# Margin comments: projected bulk bands as a family of chains

**1. Beside "$\mathbf k_\parallel$ is conserved".** Conventions: orthogonal orbitals, on-site energy $\epsilon_0$, nearest-neighbour matrix element $-t$ with $t>0$, layers $n=1,2,\dots$ counted inward from the surface, energies in eV, states counted per spin. Let $|n\rangle$ be the Bloch sum over layer $n$, with phases $e^{i\mathbf k_\parallel\cdot\mathbf R}$ taken at the true atomic positions. Then

$$H(\mathbf k_\parallel)=\epsilon\sum_n|n\rangle\langle n|-t\sum_n\big(f\,|n\rangle\langle n+1|+\text{h.c.}\big),$$

where $\epsilon=\epsilon_0-t\sum e^{i\mathbf k_\parallel\cdot\mathbf R}$ runs over the neighbours in the layer and $f=\sum e^{i\mathbf k_\parallel\cdot\mathbf R}$ over those in the next layer. With $f=|f|e^{i\phi}$, the replacement $|n\rangle\to e^{-in\phi}|n\rangle$ makes the hopping $-t|f|$. The infinite chain has energies $\epsilon-2t|f|\cos q$, so the projected continuum is the interval $\epsilon\pm2|tf|$. This needs all neighbours to lie in the same or an adjacent layer. On fcc(110) the neighbour along the surface normal lies two layers down, the chain has a second hopping, and the interval formula does not apply.

**2. Beside the simple-cubic (100) panel.** One neighbour sits straight below, so $f=1$. With $\gamma=\cos k_xa+\cos k_ya$, the chain has $\epsilon=\epsilon_0-2t\gamma$ and a continuum of constant width $4|t|$ that slides rigidly with $\gamma$. The values are $\gamma=2,0,-2$ at $\bar\Gamma,\bar X,\bar M$.

**3. Beside the fcc(111) panel.** Three neighbours lie in the next layer and their differences are in-plane lattice vectors, so $|f|^2=3+2[\cos\mathbf k_\parallel\!\cdot\!\mathbf a_1+\cos\mathbf k_\parallel\!\cdot\!\mathbf a_2+\cos\mathbf k_\parallel\!\cdot\!(\mathbf a_1-\mathbf a_2)]$. This is 9 at $\bar\Gamma$, 1 at $\bar M$ and 0 at $\bar K$, where each cosine is $-1/2$ and the continuum collapses to the point $\epsilon_0+3t$. The zero comes from symmetry. A threefold rotation about an atom leaves the s–s hoppings unchanged and takes $\bar K$ to $\bar K+\mathbf G$, and $e^{i\mathbf G\cdot\mathbf R}=e^{\pm2\pi i/3}$ for every site one or two layers away. The hopping sum to such a layer therefore equals itself times that phase and vanishes, whatever its range. The first coupling that survives is $n\to n+3$.

**4. Beside "the surface Green function".** The end site of a semi-infinite chain sees another semi-infinite chain behind it. With $x=E-\epsilon$ this gives $g=1/(x-t^2g)$, and the retarded root is

$$g=\frac{x-\operatorname{sgn}(x)\sqrt{x^2-4t^2}}{2t^2}\quad(|x|>2t),\qquad g=\frac{x-i\sqrt{4t^2-x^2}}{2t^2}\quad(|x|<2t).$$

The amplitude ratio of successive layers is $\lambda=-tg$, which obeys $x=-t(\lambda+1/\lambda)$. Outside the continuum $|\lambda|<1$, inside it $|\lambda|=1$.

**5. The model for what follows.** A simple-cubic (100) crystal has two orbitals per site, A and B, both invariant under the point group of the surface. In the bulk they do not mix. In layer 1 the A level is raised by $\Delta$, and A and B are coupled on the same site by $V$. The inputs are illustrative: $\epsilon_{0A}=0$, $t_A=0.5$, $\epsilon_{0B}=3$, $t_B=1$, $\Delta=1$, $V=0.3$ eV. In eV, $\epsilon_A=-\gamma$ and $\epsilon_B=3-2\gamma$. All numbers below are the model's and describe no material.

**6. A wrong attempt.** The argument in this comment is wrong and its conclusion is false.

- (W1) Take the A chain and try $a_n\propto\lambda_A^{\,n-1}$. The bulk rows give $E-\epsilon_A=-t_A(\lambda_A+1/\lambda_A)$, the surface row gives $E-\epsilon_A-\Delta=-t_A\lambda_A$. Subtraction yields $\lambda_A=-t_A/\Delta=-0.5$.
- (W2) Hence $E_s=\epsilon_A+\Delta+t_A^2/\Delta=1.25-\gamma$ eV, with weight $Z=1-\lambda_A^2=0.75$ on layer 1. It lies 0.25 eV above the top of the A continuum, $\epsilon_A+2t_A$, at every $\mathbf k_\parallel$, because that continuum has constant width.
- (W3) The level is split off from the projected band everywhere, so it is a Tamm surface state over the whole surface zone.
- (W4) A discrete level stays discrete under a weak perturbation, so $V$ only shifts it slightly.

Wrong answer: a surface band from $-0.75$ eV at $\bar\Gamma$ to $3.25$ eV at $\bar M$, 4 eV wide, of zero elastic linewidth, with one surface state per surface cell.

**7. The symptom.** Compute the slight shift promised in (W4) for slabs of $N$ layers with one face modified. Second order in $V$ gives $\delta_N=ZV^2g_N(E_s)$, with $ZV^2=0.0675$ eV$^2$. Here $g_N$ is the end-site Green function of the $N$-site B chain, from $g_N=1/(x-t_B^2g_{N-1})$, $g_0=0$, $x=E_s-\epsilon_B$. For these $N$ the finite length of the A chain does not affect the digits shown. At $\bar M$, $x=-3.75$ eV. At $\bar\Gamma$, $x=+0.25$ eV.

| $N$ | 8 | 9 | 10 | 11 | 12 |
|---|---|---|---|---|---|
| $\delta_N(\bar\Gamma)$, eV | $-0.133$ | $0.030$ | $-0.336$ | $0.013$ | $1.15$ |

At $\bar M$ the shift is $-0.0195$ eV for every one of these $N$. A state that decays by a factor of two per layer cannot notice whether the slab has eleven layers or twelve, and at $\bar M$ it does not. At $\bar\Gamma$ the result jumps in sign and size. With $x=2t_B\cos\theta$ the recursion gives $g_N=\sin N\theta/[t_B\sin(N+1)\theta]$, which has no limit for real $\theta$. The entry for $N=12$ is not a physical shift: a B level of that slab is nearly degenerate with $E_s$ and second order fails. The failure is the message, since in thicker slabs such levels crowd around $E_s$.

**8. The faulty line.** (W1) and (W2) are correct for the A chain alone. The fault is (W3), which compares $E_s$ with one continuum when there are two. (W4) merely inherits it. The full list at each point reads:

| point | A continuum | B continuum | $E_s$ |
|---|---|---|---|
| $\bar\Gamma$ | $-3$ to $-1$ | $-3$ to $1$ | $-0.75$, inside B |
| $\bar X$ | $-1$ to $1$ | $1$ to $5$ | $1.25$, inside B |
| $\bar M$ | $1$ to $3$ | $5$ to $9$ | $3.25$, in the gap |

Both widths are constant, but the centres slide at different rates, $2t_A$ and $2t_B$ per unit of $\gamma$. The common gap runs from $1-\gamma$ to $1-2\gamma$ eV. It has width $-\gamma$ eV and exists only for $\gamma<0$.

Inside the B continuum no bound state is possible for $V\neq0$. Both solutions of the B recursion have $|\lambda|=1$ there, so a normalisable state needs $b_n=0$ for all $n$. The surface row for B, $(E-\epsilon_B)b_1=-t_Bb_2+Va_1$, then forces $a_1=0$, and the A rows give $a_n=0$ layer by layer. Inside the A continuum the same argument runs with the roles exchanged.

The comparison must be made at the same $\mathbf k_\parallel$. The level at $\bar M$ lies within the total range of the B band, $-3$ to $9$ eV, and is bound all the same, because the B states at that energy belong to other chains. Steps or defects, which break the in-plane periodicity, would couple it to them.

**9. The mended calculation.** Eliminate everything except A in layer 1:

$$G_{AA}=\frac1{D(E)},\qquad D=E-\epsilon_A-\Delta-t_A^2g_A(E)-V^2g_B(E).$$

A surface state is a real zero of $D$ outside both continua. There $dg/dE=-g^2/(1-\lambda^2)<0$, so $D$ rises monotonically and each interval holds at most one zero. Below both continua $D<0$: the first four terms add up to less than $-\Delta$, and the last is at most $V^2/t_B=0.09$ eV. Above both, $D>0$ already at the top of B. Only the gap remains. At its lower edge $g_A=1/t_A$ and $D=t_A-\Delta+V^2|g_B|<0$. A zero therefore exists if and only if $D>0$ at the upper edge, the bottom of B, where $g_B=-1/t_B$.

The B chain enters as an energy-dependent surface shift $\Delta_{\rm eff}=\Delta+V^2g_B=\Delta-V^2\lambda_B/t_B$, so (W2) can be reused:

$$\epsilon_B-t_B\Big(\lambda_B+\frac1{\lambda_B}\Big)=\epsilon_A+\Delta_{\rm eff}+\frac{t_A^2}{\Delta_{\rm eff}},\qquad\lambda_A=-\frac{t_A}{\Delta_{\rm eff}}.$$

Cleared of denominators this is a cubic in $\lambda_B$. A root is a surface state when $|\lambda_A|<1$ and $|\lambda_B|<1$ together.

*Threshold.* Put $\lambda_B=1$. Then $\Delta_{\rm eff}=0.91$ eV and $1-2\gamma_c=-\gamma_c+\Delta_{\rm eff}+t_A^2/\Delta_{\rm eff}$, so $\gamma_c=-0.185$ and the energy is $1.369$ eV. The state is bound for $\gamma<\gamma_c$, a pocket around $\bar M$. Its border lies 0.197 of the way from $\bar X$ to $\bar M$ and 0.529 of the way from $\bar\Gamma$ to $\bar M$. For $V\to0$ the threshold tends to $-0.25$. Repulsion from the B states above pushes the level down and enlarges the pocket.

*Area.* Over the square zone $\gamma$ is distributed as $\rho(\gamma)=K(m)/\pi^2$, where $K$ is the complete elliptic integral of the first kind with parameter $m=1-\gamma^2/4$. The bound fraction is

$$F_{\rm b}=\int_{-2}^{\gamma_c}\rho\,d\gamma=0.411,$$

and 0.387 in the limit $V\to0$.

*At $\bar M$.* The root is $\lambda_B=0.287$, with $\lambda_A=-0.513$ and $E=3.231$ eV. Its weight on A in layer 1 is

$$\frac1{D'}=\Big[\frac1{1-\lambda_A^2}+\frac{V^2}{t_B^2}\frac{\lambda_B^2}{1-\lambda_B^2}\Big]^{-1}=0.732.$$

The second term diverges as $\lambda_B\to1$. Towards the border of the pocket the state grows a long B tail and its surface weight goes to zero, so it does not end abruptly.

*At $\bar\Gamma$.* The cubic is $0.0819\lambda_B^3-0.91\lambda_B^2-0.16\lambda_B-1=0$. Its real root, 11.38, grows into the crystal and is discarded. The other two are complex conjugates of modulus 1.036. No root has $|\lambda_B|<1$, so there is no bound state, and $-\operatorname{Im}G_{AA}/\pi$ integrated over the continua alone carries the whole unit weight. The root with $\operatorname{Im}\lambda_B>0$ continues the retarded $g_B$ below the real axis. It is a pole at $E_r-i\Gamma/2$ with $E_r=-0.743$ eV and $\Gamma=0.140$ eV: a surface resonance with escape time $\hbar/\Gamma=4.7$ fs. The modulus exceeds one because the outgoing wave found deeper in the crystal left the surface earlier, when the amplitude there was larger.

To lowest order in $V^2$ the pole is $E_s+ZV^2g_B(E_s)$, since $d(\Delta+t_A^2/\Delta)/d\Delta=Z$. The width is then the golden-rule value

$$\Gamma\approx\frac{ZV^2}{t_B^2}\sqrt{4t_B^2-x^2},$$

which is 0.134 eV at $\bar\Gamma$. This is the finite answer that the slab sums of comment 7 could not settle on: the limit $N\to\infty$ has to be taken at $E+i0$.

*At $\bar X$.* The pole has $|\lambda_B|=1.033$, $E_r=1.188$ eV, $\Gamma=0.055$ eV and $\hbar/\Gamma=12$ fs. The lowest-order width is 0.065 eV, a poorer estimate, because $g_B$ varies quickly near the band edge and the level is pushed towards that edge.

**10. Size of the error.**

| quantity | wrong attempt | mended |
|---|---|---|
| surface states per cell | 1 | 0.411 |
| energy range of the bound band, eV | 4 | 1.86 |
| level at $\bar\Gamma$, eV | $-0.75$ | $-0.743$ |
| level at $\bar X$, eV | $1.25$ | $1.188$ |
| level at $\bar M$, eV | $3.25$ | $3.231$ |
| width at $\bar\Gamma$, $\bar X$, $\bar M$, eV | 0, 0, 0 | 0.140, 0.055, 0 |

The attempt overcounts the model's surface states by a factor of 2.43 and mislabels 0.589 of the zone. Its energies are off by only 0.007, 0.062 and 0.019 eV at the three points, which is why a plot of the dispersion does not expose it. The two errors scale differently. The width is of order $V^2$ and fades with the coupling. The count does not fade: it is 1 at $V=0$ exactly and tends to 0.387 for arbitrarily small $V\ne0$. For weak coupling the wrong label costs little in a spectrum, where a narrow resonance looks like a bound state, and the width is the useful measure of the damage.

**11. Beside "slab calculations show a surface state".** The B levels of an $N$-layer slab have $q=j\pi/(N+1)$, so near $E_s$ their spacing is $\pi\sqrt{4t_B^2-x^2}/(N+1)$, which is $6.23$ eV$/(N+1)$ at $\bar\Gamma$. For $N=10$ this is 0.57 eV, several times $\Gamma$. Such a slab will often show one level with most of the surface weight, and it looks bound. The spacing drops below $\Gamma$ only from $N=44$ on. A large surface weight in a thin slab proves nothing. The tests are stability against $N$ and position relative to all projected continua.

**12. Beside "degenerate with bulk states, hence a resonance".** Overlap is necessary for leakage and not sufficient. The proof in comment 8 used $V\neq0$. Suppose instead that B is odd under the mirror $x\to-x$ while A is even, with no spin–orbit coupling. The on-site $V$ then vanishes, and coupling between in-plane neighbours gives $V(\mathbf k_\parallel)\propto\sin k_xa$. On the lines $k_x=0$ and $k_x=\pi/a$ the level is a true bound state inside the B continuum, and off them it acquires a width proportional to $\sin^2k_xa$ in lowest order. The in-plane dispersion of B would change, the argument would not. The full rule is to compare the level, at its own $\mathbf k_\parallel$, with every projected continuum that has the same symmetry under the operations leaving $\mathbf k_\parallel$ fixed. Lines have no area, so this exception does not alter a count over the zone.

**13. What the model leaves out.** The widths are elastic. Electron–electron and electron–phonon scattering broaden bound states and resonances alike, typically by roughly 0.01 to 0.1 eV in metals. That rivals the model's 0.055 eV at $\bar X$, so an observed linewidth of this size would not separate the two cases. Mixing of A and B in the bulk, set to zero here, would move the continuum edges and open hybridisation gaps where the bands cross. The chain then has two orbitals per site, the continua are the ranges of both bulk bands along $q$, and a surface state needs an energy at which none of the solutions it can couple to has $|\lambda|=1$.